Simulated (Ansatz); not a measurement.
# Errors in the atomisation enthalpy at 298 K

6 molecules without hydrogen; the atomisation enthalpy at 298 K in kJ/mol, computed less measured. Shapes, held fixed at every level: PBE0-D4/def2-TZVP. Thermal terms are harmonic and unscaled (PBE0-D4/def2-TZVP); the spin-orbit lowering of the free atoms is taken from their spectra. Programs: Ansatz 0.2.0. Measured values: Active Thermochemical Tables, CRC Handbook of Chemistry and Physics, NIST-JANAF tables.

Levels: A = r2SCAN-D4/def2-TZVPP; B = wB97X-V/def2-TZVPP; C = MP2/def2-SVP.

```tsv
molecule	from tabulated heats	A	B	C
ICl (iodine monochloride)	211	-12	-17	-73
SO2 (sulfur dioxide)	1072	+2	-20	-160
CBrCl2F (SMILES FC(Cl)(Cl)Br)	1391	+20	-5	-64
SiI4 (SMILES I[Si](I)(I)I)	987	+13	-8	-108
C2F3N (cyanotrifluoromethane)	2640	+9	+9	+3
Si(SiF3)F3 (hexafluorodisilane)	3760	-50	-56	-240
```

Problem. Sum up the errors.

Solution. 
```tsv
level	kind	mean error	mean absolute error	worst case
r2SCAN-D4/def2-TZVPP	meta-GGA	-3.0	17.7	Si(SiF3)F3
wB97X-V/def2-TZVPP	range-separated hybrid	-16.2	19.2	Si(SiF3)F3
MP2/def2-SVP	perturbation theory	-107.0	108.0	Si(SiF3)F3
```

On this set r2SCAN-D4/def2-TZVPP has the smallest mean absolute error and MP2/def2-SVP the largest. r2SCAN-D4/def2-TZVPP is too high in 4 of 6; wB97X-V/def2-TZVPP is too low in 5 of 6; MP2/def2-SVP is too low in 5 of 6. All levels miss Si(SiF3)F3 on one side, which points to its shape or to the tabulated value. The heats of SiI4, C2F3N, Si(SiF3)F3 come from older tables and can be uncertain by 10 kJ/mol or more. The molecules' own spin-orbit binding is left out, so errors for heavy halides read too negative. The smallest two are near a tie. Correlated wave functions converge slowly with the basis. For atoms past krypton def2 sets carry core potentials with scalar relativity. Relativity is left out for Br. Outer-core shells of Br, I are correlated, in sets that cover them unevenly. The set is small.

The large MP2 deficit probably reflects the double-zeta basis more than second-order perturbation theory itself, which near the basis limit often overbinds multiple bonds. Bonding brings electron pairs together and polarises the atoms, so a small basis recovers less of the molecule's correlation energy than of the free atoms'. Sulfur in SO2 also needs tight d functions to describe its strongly polar bonds, consistent with the error of -160 kJ/mol. C2F3N breaks the pattern at +3 kJ/mol, where overbinding of the C≡N bond may offset the basis deficit.

The near-zero mean error of r2SCAN-D4 is a cancellation: modest overbinding in four molecules is balanced largely by hexafluorodisilane. For that molecule, incomplete polarisation space on silicon, bound to very electronegative fluorine, is another possible source of the shared negative error. An ordinary error in bond lengths would matter little, because the energy changes only to second order near a minimum. The comparison therefore doesn't rank MP2 as a method against the two functionals.
